Vertical spin-orbit couplings between Tamm-Dancoff singlets and triplets of neutral closed-shell molecules, from PySCF 2.14.0 at the CAM-B3LYP/def2-SVP level on GFN2-xTB geometries in the gas phase, with density fitting and a frozen core in the response. The operator is mean-field, and each coupling is the root of the summed squared moduli over the three triplet sublevels.

```
                           system  singlets sought  triplets sought    formula  coupling s0 t1 (cm^-1)  coupling s1 t1 (cm^-1)  coupling s1 t2 (cm^-1)
                  C=C=C=Cc1ncncn1                8                4     C7H5N3                   0.010                   2.300                   0.130
             c1ccc2cc3cnccc3cc2c1                5                4     C13H9N                   0.010                   0.010                   0.010
             c1ccc2nc3cnccc3nc2c1                8                5    C11H7N3                   0.010                  10.910                   0.350
                  C=Cn1ncnc1C(C)C                5                5    C7H11N3                   0.080                   2.430                   3.610
               Cn1nc(C#N)c(C#N)n1                8                5     C5H3N5                   0.080                   0.040                   0.120
c1ccc2c(c1)Cc1cc(-c3ccncc3)ccc1-2                6                5    C18H13N                   0.170                   0.170                   0.230
     CC[C@@H](C)/C=C1\C[C@@H]1C#N                5                4     C9H13N                   0.330                   1.880                   1.910
             C=C=C(C)[C@H](C#N)CC                5                4     C8H11N                   0.710                   4.180                   3.250
      C#Cc1cccc2c1N(C)c1ccccc1B2C                6                6   C16H14BN                   0.930                   0.210                   0.920
    CB1c2ccccc2N(C)c2ccc(C#N)cc21                6                6  C15H13BN2                   0.950                   0.090                   0.910
```

**Sizes to remember**

In these molecules of boron, carbon and nitrogen the spin-orbit couplings fall into rough bands. Two ππ* states of a flat π system, or the ground state and a ππ* triplet, mostly couple by about 0.1 cm$^{-1}$ or less, though single elements come close to 1 cm$^{-1}$. Two excited states that differ by one electron moved between perpendicular p orbitals couple by roughly 1 to 10 cm$^{-1}$. The ground state couples to a triplet of that perpendicular kind by up to a few tens of cm$^{-1}$, but such triplets are the second root or higher wherever the runs identify them.

The columns "coupling s0 t1", "coupling s1 t1" and "coupling s1 t2" give $\big(\sum_M |\langle S|H_{SO}|T_M\rangle|^2\big)^{1/2}$, summed over the three sublevels $M$ of the triplet. S0 is the ground state, S1 the lowest excited singlet, T1 and T2 the two lowest triplets, all from Tamm-Dancoff CAM-B3LYP. The labels count roots by energy and say nothing about orbital character, which is the source of most of the irregularity. From top to bottom the rows are called here butatrienyl-triazine, azaanthracene, triazaanthracene, vinyl-triazole, dicyano-triazole, fluorenyl-pyridine, cyclopropane nitrile, allene nitrile, B/N ethynyl and B/N cyano.

**The amount of nitrogen does not order the rows**

The S1-T1 coupling spans a factor of about a thousand, a ratio uncertain by half because its smallest entry is 0.01 to two decimals. The atomic spin-orbit constants estimated below differ by a factor of only 2 between nitrogen and carbon and 5 between nitrogen and boron. A heavy-atom effect among these elements therefore accounts for a small part of the spread at most.

The rows say the same directly. The dicyano-triazole has five nitrogens and an S1-T1 coupling of 0.04 cm$^{-1}$, while the allene nitrile has one and reaches 4.18 cm$^{-1}$. The rank correlation of this column with the nitrogen count is 0.14, and with the S1-T1 energy gap $-0.12$, which for ten unlike molecules is no relation. The column instead splits into two groups of five with an empty interval between them. Such a gap in ten values proves no rule, but it is what a selection rule that is either met or not would tend to give.

**The rule**

For light atoms the operator is well approximated by a sum of atomic terms, $H_{SO}\approx\sum_A \zeta_A\,\mathbf l_A\cdot\mathbf s$, with $\zeta_A$ the 2p spin-orbit constant of atom $A$ and $\mathbf l_A$ the orbital angular momentum about it. As an effective one-electron operator it links configurations that differ in at most one spatial orbital. Inserting the singlet and triplet spin functions gives, for holes $i,j$ and an excited electron in orbital $a$,

$$|\langle S_{i\to a}|H_{SO}|T_{j\to a}\rangle|=\tfrac12\,|\langle i|\zeta\mathbf l|j\rangle|,\qquad |\langle S_0|H_{SO}|T_{i\to a}\rangle|=\tfrac1{\sqrt2}\,|\langle i|\zeta\mathbf l|a\rangle| .$$

The first form holds equally for two states that share the hole and differ in the excited electron.

A component of $\mathbf l$ turns a p orbital by a right angle about its axis, so $|\langle p_y|l_x|p_z\rangle|=1$ while $\langle p_z|\mathbf l|p_z\rangle=0$. Physically, the spin can flip only if the orbital motion takes up the angular momentum. Two π orbitals of a flat molecule are built from parallel p orbitals, so every one-centre term vanishes and only small terms between different atoms survive. An in-plane orbital, such as a nitrogen lone pair n, and a π orbital on the same atom give a full term. This is El-Sayed's rule, and it includes a third case: a singlet and a triplet of the same configuration do not couple, because a real orbital has no mean angular momentum.

Which root has which character depends on the orbital energies and on exchange. A ππ* state usually has hole and electron largely on the same atoms in parallel orbitals, so its exchange splitting is large and its triplet drops far below its singlet. An nπ* state has little overlap between hole and electron, and its singlet and triplet stay close. T1 therefore tends to be ππ* even when S1 is nπ*, and the S1-T1 coupling is large when an in-plane orbital lies high enough to supply S1.

**Triazaanthracene against azaanthracene**

The run for triazaanthracene shows the rule at work, since its states can be read from their orbitals. S1 has its hole on the two nitrogens of the central ring and is nπ*, T1 is ππ*, and T2 is mainly the nπ* partner of S1. Hence S1-T1 is the largest entry of the table at 10.91 cm$^{-1}$, and S1-T2 is only 0.35 cm$^{-1}$. Over S0 to S5 and all five triplets, no element between S0 or ππ* states exceeds 0.06 cm$^{-1}$, and none with exactly one nπ* partner falls below 1.49 cm$^{-1}$. The higher nπ* singlets S6 to S8 lie outside this sorting and couple to T1 by less than 1 cm$^{-1}$; S7 and S8 mainly fill another π* orbital, so they differ from T1 in both hole and electron.

The size follows from an estimate with nothing fitted. A screened hydrogenic 2p electron has $\zeta=\alpha^2R_\infty Z_{\rm eff}^4/[n^3l(l+\tfrac12)(l+1)]$, with $\alpha$ the fine-structure constant, $R_\infty$ the Rydberg constant and $Z_{\rm eff}$ the Slater charge. The orbital coefficient on an atom is taken as the square root of the population of the hole there. For S1-T1 the computed hole populations on the two central nitrogens give

$$Z_{\rm eff}=7-2(0.85)-4(0.35)=3.9,\qquad \zeta_N=\frac{\alpha^2R_\infty\times 3.9^4}{24}=56\ \text{cm}^{-1},$$

$$\tfrac12\zeta_N\left[\sqrt{0.28\times0.11}+\sqrt{0.26\times0.14}\right]=\tfrac12\zeta_N\,(0.175+0.191)=10.3\ \text{cm}^{-1}.$$

The computed value is 6 % above this estimate, which is closer than the model deserves. It ignores the s share of the lone pair, which carries no angular momentum, and all other atoms, and populations hold no signs. On six allowed elements, two of triazaanthracene and four of the allene nitrile, the ratio of computed to estimated value runs from 0.63 to 1.95. A seventh, S0-T2 of triazaanthracene, is missed by more than a factor of two whichever relative sign the nitrogen terms are given. It gives the order of magnitude and no more; the row-by-row figures stand in the printed output below.

That the two nitrogen terms add is argued from the centrosymmetric parent, phenazine, where $\mathbf l$ is even under inversion. S1 and T1 both derive from odd states, so their coupling is allowed and the two equivalent nitrogens contribute alike. S0 is even and T2 odd, so there the two terms oppose each other. The estimate for S0-T2 is 21 cm$^{-1}$ with the terms adding and 1.4 cm$^{-1}$ with them opposed, and the computed 3.44 cm$^{-1}$ lies much nearer the second. The third nitrogen breaks the inversion, and T4, whose hole sits on that single nitrogen, couples to S0 by 16.3 cm$^{-1}$.

The same molecule shows where the short form of the rule fails. Two nπ* states with the same main hole couple weakly, by 0.35 and 0.23 cm$^{-1}$, but with different lone-pair holes they couple by 5.20 and 5.44 cm$^{-1}$. Symmetry permits this, because the component of $\mathbf l$ normal to the plane turns one in-plane p orbital into another. What vanishes is the coupling between parallel p orbitals or identical configurations, and the labels n and π are only a shorthand for that.

Azaanthracene has the same three-ring frame with one nitrogen, and all three of its entries are effectively zero. Its full matrix sorts the states into two classes: T1, T2 and T4 hardly couple to one another, to S0 or to S1, whereas T3 couples to all of them. S0-T3 is 19.99 and S1-T3 is 3.11 cm$^{-1}$, which marks T3 as the lone-pair state. The extra nitrogens of triazaanthracene thus act by changing which state is S1. The near-degeneracy reported for azaanthracene concerns S2 and S3 and leaves the tabulated columns alone.

**Other rows where every tabulated state is of one class**

The dicyano-triazole repeats the pattern of azaanthracene. S0, S1, T1 and T2 belong to one class, and T3 is the only one of the five triplets that couples strongly to the others, with S0-T3 at 46.7 cm$^{-1}$. This is 1.17 times the limit $\zeta_N/\sqrt2\approx40$ cm$^{-1}$ of the estimate for a single configuration, so at least one part of the estimate fails here, be it the hydrogenic constant, the single configuration or the one-centre form. The small tabulated values of this molecule mean only that its first roots have parallel orbitals.

In fluorenyl-pyridine the orbital concentrated on the nitrogen lies about 1.2 eV below the highest occupied orbital, against 0.65 eV for the upper lone-pair orbital of triazaanthracene. These are Kohn-Sham energies, a rough guide to state order, but they fit an S1 that stays ππ*. All three of its couplings lie at 0.17 to 0.23 cm$^{-1}$, far below the allowed band.

**Large couplings in the allene and cyclopropane nitriles**

The allene nitrile meets the rule with carbon alone. Its two C=C bonds have perpendicular π systems that share the central atom, and the computed S1 takes an electron from the π orbital of the substituted bond to the π* orbital of the terminal bond. T1 and T2 are mainly local excitations of one bond each, so T1 shares the hole with S1 and T2 shares the electron. In either case the one differing orbital is a p orbital of the central carbon turned by a right angle, which gives 4.18 and 3.25 cm$^{-1}$. T3 has the same orbitals as S1 and couples by 0.28 cm$^{-1}$, and T4, which differs in both orbitals, by 0.13 cm$^{-1}$.

The cyclopropane nitrile has two stereocentres and no mirror plane, so theory allows σ and π orbitals to mix and no element is forbidden by symmetry. Its S1 couples to every computed triplet, by 1.88 and 1.91 cm$^{-1}$ to T1 and T2 and by 12.6 cm$^{-1}$ to T4. The lack of symmetry permits these couplings but does not fix their size, and the orbitals behind this S1 have not been identified. Excited states of such small alkenes and allenes lie high, where Rydberg states can mix in. The basis has no diffuse functions, so the root order of these two nitriles is uncertain.

For two further rows the character of S1 is inferred from the pattern and not read from the states. In butatrienyl-triazine S1-T1 is 2.30 and S1-T2 0.13 cm$^{-1}$, so S1 and T2 belong together and T1 belongs with S0. The likely hole of S1 is an in-plane orbital, and the first and third orbitals below the highest occupied one mix ring nitrogens with the central carbons of the cumulene. In vinyl-triazole S1 couples to both triplets, by 2.43 and 3.61 cm$^{-1}$, as an nπ* singlet above two ππ* triplets would.

**The S0-T1 column and the B/N pair**

Every S0-T1 entry is below 1 cm$^{-1}$, which is what the exchange argument predicts if T1 is always the excitation with parallel hole and electron orbitals. The runs show this character for triazaanthracene and the allene nitrile, and for the rest it is argued. What remains is leakage through the rule, and it is smallest, 0.01 cm$^{-1}$, in the three molecules without sp$^3$ carbon. The rank correlation with the number of sp$^3$ carbons is 0.73, in line with σ-π mixing once a common plane is lost. The count is a poor measure all the same, since the vinyl-triazole with three such carbons stays at 0.08 cm$^{-1}$.

The two B/N molecules head this column at 0.93 and 0.95 cm$^{-1}$ and reverse the order seen in triazaanthracene, with S1-T2 near 0.9 cm$^{-1}$ and S1-T1 several times smaller. In the ethynyl molecule the highest occupied orbital is largest on the ring nitrogen and the lowest empty one on boron; for the cyano molecule, whose orbitals were not examined, the same is assumed. If S1 and T1 are both this excitation, their coupling is of the same-configuration kind and nearly cancels, while S0-T1 and S1-T2 involve two different π orbitals. That these reach almost 1 cm$^{-1}$ may come from a folded central ring, which would tilt the p orbitals against each other, but this is an untested guess. Substituent and position both change between the two rows, so their small differences carry no trend.

**What the couplings leave open**

A small S1-T1 or S1-T2 entry does not isolate S1 from the triplets. In azaanthracene, dicyano-triazole, fluorenyl-pyridine and the cyclopropane nitrile, every triplet counted under "triplets sought" lies below S1, and more may do so. In azaanthracene, the dicyano-triazole and the cyclopropane nitrile the strongest computed partner of S1 is T3 or T4. All values are vertical, for one gas-phase conformer and without vibronic terms, so a near-zero element of a flat molecule can grow when out-of-plane vibrations mix the two classes. A rate of intersystem crossing also depends on the energy gap and on vibrational overlap, and since the columns follow root number, a shift in the order of nπ*, ππ* or charge-transfer states by another functional or a solvent could move an entry from one band to the other.

Output of the analysis:

```
molecule | N atoms | sp3 C | gap eV | triplets below S1/computed | S1-T1 over S1-T2
butatrienyl-triazine | 3 | 0 | 1.36 | 2/4 | 17.69
azaanthracene | 1 | 0 | 1.69 | 4/4 | 1.00
triazaanthracene | 3 | 0 | 0.94 | 2/5 | 31.17
vinyl-triazole | 3 | 3 | 2.08 | 3/5 | 0.67
dicyano-triazole | 5 | 1 | 1.88 | 5/5 | 0.33
fluorenyl-pyridine | 1 | 1 | 1.45 | 5/5 | 0.74
cyclopropane nitrile | 1 | 6 | 2.41 | 4/4 | 0.98
allene nitrile | 1 | 4 | 1.25 | 3/4 | 1.29
B/N ethynyl | 1 | 2 | 0.87 | 3/6 | 0.23
B/N cyano | 2 | 2 | 0.86 | 3/6 | 0.10
table rounding +-0.005 cm^-1: an entry of 0.01 is uncertain by 50 %, and so are ratios to it
S0-T1: 0.01 to 0.95 cm^-1, ratio about 95, rows above 1: 0
  rank correlation with N count -0.45, N share -0.39, sp3 count 0.73, gap -0.37
S1-T1: 0.01 to 10.91 cm^-1, ratio about 1091, rows above 1: 5
  rank correlation with N count 0.14, N share 0.27, sp3 count 0.22, gap -0.12
S1-T2: 0.01 to 3.61 cm^-1, ratio about 361, rows above 1: 3
  rank correlation with N count -0.20, N share -0.02, sp3 count 0.84, gap 0.01
S1-T1 break: largest small value 0.21, smallest large 1.88, ratio 9.0
B/N pair, cyano less ethynyl: S0-T1 +0.02, S1-T1 -0.12, S1-T2 -0.01 cm^-1
azaanthracene: largest S0-T3 19.99 (2499 x S0-T1), largest S1-T3 3.11 (346.0 x S1-T1)
triazaanthracene: largest S0-T4 16.32 (1813 x S0-T1), largest S1-T1 10.91 (1.0 x S1-T1)
dicyano-triazole: largest S0-T3 46.68 (556 x S0-T1), largest S1-T3 1.03 (29.4 x S1-T1)
cyclopropane nitrile: largest S0-T3 9.68 (30 x S0-T1), largest S1-T4 12.60 (6.7 x S1-T1)
allene nitrile: largest S0-T4 12.89 (18 x S0-T1), largest S1-T1 4.18 (1.0 x S1-T1)
triazaanthracene, S0 or pipi* with pipi*: 12 elements, 0.003 to 0.060 cm^-1
triazaanthracene, one npi* state: 14 elements, 1.491 to 16.315 cm^-1
triazaanthracene npi*/npi*: same hole 0.35, 0.23; other hole 5.20, 5.44 cm^-1
zeta 2p estimate: B 11, C 27, N 56 cm^-1; N/C 2.1, N/B 5.1
triazaanthracene S1-T1, two N in phase: estimate 10.3, computed 10.91 cm^-1, computed/estimate 1.06
triazaanthracene S0-T4, one N: estimate 14.3, computed 16.32 cm^-1, computed/estimate 1.14
allene S1-T1, central C: estimate 5.3, computed 4.18 cm^-1, computed/estimate 0.79
allene S1-T2, central C: estimate 5.2, computed 3.25 cm^-1, computed/estimate 0.63
allene S0-T3, central C: estimate 7.3, computed 9.87 cm^-1, computed/estimate 1.35
allene S0-T4, central C: estimate 6.6, computed 12.89 cm^-1, computed/estimate 1.95
triazaanthracene S0-T2: N terms adding 21, opposing 1.4, computed 3.44 cm^-1
single-configuration limit from S0 40 cm^-1; dicyano-triazole S0-T3 is 1.17 x this
```
